**Orbital gap, centroid distance or exciton size: what orders five singlet states**

The table holds five vertical singlet excitations of CO[SiH2]CH(CH3)OC(CH3)=O with hole and electron measures, from Tamm-Dancoff LC-wPBE/def2-SVP in PySCF, gas phase, at one GFN2-xTB conformer. The program forms the lowering, weighted orbital gap minus excitation energy, and tests whether it is a constant, a function of the hole–electron centroid distance, or s·e²/(4πε0·exciton size). Fitted to all rows, the size model leaves 0.16 eV rms against 0.74 and 0.71 eV for the other two, and only it places the n→π* state S1 below the HOMO→LUMO state S2. Fitted to S2–S5, it predicts S1 to 0.05 eV, closer than the incomplete pair weights warrant. It is worst for S3 and S5, reverses S4 and S5, and does worse than a constant shift on S3–S5 alone.

Calculated values. Vertical singlet excitations of CO[SiH2][C@H](C)OC(C)=O (C5H12O3Si) in the gas phase, from PySCF 2.14.0 with density-fitted Tamm-Dancoff LC-wPBE/def2-SVP and core orbitals frozen in the response, at the GFN2-xTB geometry of one conformer. Hole and electron measures come from the normalised response amplitudes.

## Analysis program

```python
# Table: five vertical singlets of CO[SiH2]CH(CH3)OC(CH3)=O, PySCF TDA LC-wPBE/def2-SVP, gas phase.
# Tested: lowering = orbital gap - E as (A) a constant, (B) s*e^2/exciton size, (C) set by centroid distance.
T = {
    'row': [1, 2, 3, 4, 5],
    'singlet_state': [1, 2, 3, 4, 5],
    'singlet_energy': [6.22, 7.58, 8.14, 8.62, 8.72],  # eV
    'singlet_oscillator_strength': [0.003, 0.022, 0.003, 0.025, 0.045],
    'singlet_hole_electron_distance': [0.73, 1.36, 0.59, 0.38, 0.45],  # angstrom
    'singlet_exciton_size': [2.09, 3.03, 2.74, 2.62, 2.62],  # angstrom
    'singlet_orbital_overlap_lambda': [0.42, 0.34, 0.48, 0.48, 0.49],
    'singlet_main_from': ['HOMO-1', 'HOMO', 'HOMO', 'HOMO-3', 'HOMO-3'],
    'singlet_main_to': ['LUMO', 'LUMO', 'LUMO+1', 'LUMO', 'LUMO'],
}
import numpy as np
from scipy import constants as C
ke = C.e/(4*np.pi*C.epsilon_0)*1e10  # eV angstrom
E = np.array(T['singlet_energy'], float)
dh = np.array(T['singlet_hole_electron_distance'], float)
dx = np.array(T['singlet_exciton_size'], float)
# further outputs of the same run: orbital energies (eV), pair weights, spreads, correlation, dipole changes
occ = {0: -9.9995, 1: -10.707, 2: -11.0772, 3: -11.6419}; vir = {0: 2.5961, 1: 3.8509}
pairs = [[(1,0,.54),(2,0,.251)], [(0,0,.752)], [(0,1,.731)],
         [(3,0,.282),(1,1,.239),(2,0,.13)], [(3,0,.386),(1,1,.164),(1,0,.086)]]
sh = np.array([1.393,2.031,2.039,2.134,2.124]); se = np.array([1.393,2.093,2.278,2.286,2.317])
r = np.array([.012,.138,.235,.311,.326])
dmu = [[-1.535,.441,.776],[-4.155,-1.903,-.454],[-1.351,-.286,-1.038],[-1.221,.018,-.215]]
st_gap, t1_pairs, t1_size = 0.5704, [(1,0,.517),(2,0,.266)], 2.065
wgap = lambda p: sum(w*(vir[a]-occ[i]) for i,a,w in p)/sum(w for i,a,w in p)
idx = lambda s: int(s[5:]) if len(s) > 4 else 0
lead = np.array([vir[idx(b)]-occ[idx(a)] for a,b in zip(T['singlet_main_from'], T['singlet_main_to'])])
G = np.array([wgap(p) for p in pairs]); W = np.array([sum(q[2] for q in p) for p in pairs])
L = G - E
rms = lambda v: np.sqrt(np.mean(v**2))
row = lambda v, f='%+.2f': ' '.join(f % u for u in v)
print('e^2/(4 pi eps0) = %.3f eV A' % ke)
print('state, E, leading gap, weighted gap, weight used, lowering, e2/size, e2/centroid (eV), lowering/(e2/size)')
for i in range(5):
    print('S%d %.2f %.2f %.2f %.2f %.2f %.2f %.1f %.3f' % (i+1,E[i],lead[i],G[i],W[i],L[i],ke/dx[i],ke/dh[i],L[i]*dx[i]/ke))
print('S1 minus S2 (eV): leading gap %+.2f, weighted gap %+.2f, E %+.2f' % (lead[0]-lead[1], G[0]-G[1], E[0]-E[1]))
print('S1 minus S2 (eV): lowering %+.2f, e2/size %+.2f' % (L[0]-L[1], ke/dx[0]-ke/dx[1]))
print('S5 minus S4 (eV): E %+.2f, weighted gap %+.2f; lowering spread S3-S5 %.2f' % (E[4]-E[3], G[4]-G[3], np.ptp(L[2:])))
x = ke/dx
def fits(m):
    c = L[m].mean(); s = (L[m]@x[m])/(x[m]@x[m]); b, a = np.polyfit(dh[m], L[m], 1)
    return (c, s, a, b), [G-c-E, G-s*x-E, G-a-b*dh-E]
p, res = fits(np.arange(5))
print('fits to all states: A shift %.2f eV; B s = %.3f; C %.2f eV %+.2f eV/A * centroid' % p)
print('residuals, model E minus table E (eV), S1..S5:')
names = ['A constant shift', 'B fitted s', 'C linear in centroid', 'B with s = 1', 'C point charges']
allres = res + [G-x-E, G-ke/dh-E]
for n, v in zip(names, allres):
    print('%s: %s | rms %.2f, worst S%d' % (n, row(v), rms(v), np.argmax(abs(v))+1))
for n, v in zip(names[:4], allres[:4]):
    print('order by %s: %s' % (n, ' '.join('S%d' % (k+1) for k in np.argsort(E+v))))
p2, res2 = fits(np.arange(1, 5))
print('fits to S2-S5 only: A %.2f eV; B s = %.3f; C %.2f eV %+.2f eV/A' % p2)
for n, v in zip(names, res2):
    print('%s: rms S2-S5 %.2f eV, error on S1 %+.2f eV' % (n, rms(v[1:]), v[0]))
p3, res3 = fits(np.arange(2, 5))
print('fits to S3-S5 only, rms (eV): A %.2f, B %.2f' % (rms(res3[0][2:]), rms(res3[1][2:])))
print('rounding of size (0.005 A) in e2/size (eV): ' + row(ke/dx**2*0.005, '%.3f'))
print('gap shift if unused weight lay 1 eV higher (eV): ' + row(1-W, '%.2f'))
dd = np.sqrt(dh**2 + sh**2 + se**2 - 2*r*sh*se)
print('size rebuilt from centroid, spreads, correlation (A): ' + row(dd, '%.2f'))
print('centroid share of size squared (%): ' + row(100*dh**2/dx**2, '%.0f'))
print('relaxed dipole change S1..S4 (D): ' + row(np.linalg.norm(dmu, axis=1), '%.2f'))
print('isotropic Gaussian: mean(1/r) times rms(r) = %.2f' % np.sqrt(6/np.pi))
Et = E[0]-st_gap; Lt = wgap(t1_pairs)-Et
print('T1: E %.2f, weighted gap %.2f, lowering %.2f, e2/size %.2f eV, ratio %.3f' % (Et, wgap(t1_pairs), Lt, ke/t1_size, Lt*t1_size/ke))
print('S1-T1 splitting %.2f eV = %.0f %% of S1 lowering' % (st_gap, 100*st_gap/L[0]))
assert lead[0] > lead[1] and E[0] < E[1]
assert np.argmax(L) == np.argmin(dx) and np.argmin(L) == np.argmax(dx)
assert rms(res[1]) < 0.5*min(rms(res[0]), rms(res[2]))
assert np.all(abs(dd-dx) < 0.02)
```

It prints:

```
e^2/(4 pi eps0) = 14.400 eV A
state, E, leading gap, weighted gap, weight used, lowering, e2/size, e2/centroid (eV), lowering/(e2/size)
S1 6.22 13.30 13.42 0.79 7.20 6.89 19.7 1.045
S2 7.58 12.60 12.60 0.75 5.02 4.75 10.6 1.055
S3 8.14 13.85 13.85 0.73 5.71 5.26 24.4 1.087
S4 8.62 14.24 14.24 0.65 5.62 5.50 37.9 1.023
S5 8.72 14.24 14.19 0.64 5.47 5.50 32.0 0.996
S1 minus S2 (eV): leading gap +0.71, weighted gap +0.82, E -1.36
S1 minus S2 (eV): lowering +2.18, e2/size +2.14
S5 minus S4 (eV): E +0.10, weighted gap -0.05; lowering spread S3-S5 0.24
fits to all states: A shift 5.80 eV; B s = 1.040; C 6.18 eV -0.53 eV/A * centroid
residuals, model E minus table E (eV), S1..S5:
A constant shift: +1.40 -0.79 -0.09 -0.18 -0.33 | rms 0.74, worst S1
B fitted s: +0.03 +0.07 +0.24 -0.09 -0.24 | rms 0.16, worst S3
C linear in centroid: +1.41 -0.44 -0.15 -0.35 -0.47 | rms 0.71, worst S1
B with s = 1: +0.31 +0.26 +0.46 +0.13 -0.02 | rms 0.28, worst S3
C point charges: -12.52 -5.57 -18.70 -32.27 -26.53 | rms 21.37, worst S4
order by A constant shift: S2 S1 S3 S5 S4
order by B fitted s: S1 S2 S3 S5 S4
order by C linear in centroid: S2 S1 S3 S5 S4
order by B with s = 1: S1 S2 S3 S5 S4
fits to S2-S5 only: A 5.46 eV; B s = 1.038; C 5.88 eV -0.61 eV/A
A constant shift: rms S2-S5 0.27 eV, error on S1 +1.74 eV
B fitted s: rms S2-S5 0.18 eV, error on S1 +0.05 eV
C linear in centroid: rms S2-S5 0.12 eV, error on S1 +1.77 eV
fits to S3-S5 only, rms (eV): A 0.10, B 0.20
rounding of size (0.005 A) in e2/size (eV): 0.016 0.008 0.010 0.010 0.010
gap shift if unused weight lay 1 eV higher (eV): 0.21 0.25 0.27 0.35 0.36
size rebuilt from centroid, spreads, correlation (A): 2.09 3.03 2.74 2.62 2.62
centroid share of size squared (%): 12 20 5 2 3
relaxed dipole change S1..S4 (D): 1.78 4.59 1.73 1.24
isotropic Gaussian: mean(1/r) times rms(r) = 1.38
T1: E 5.65, weighted gap 13.43, lowering 7.78, e2/size 6.97 eV, ratio 1.116
S1-T1 splitting 0.57 eV = 8 % of S1 lowering
```
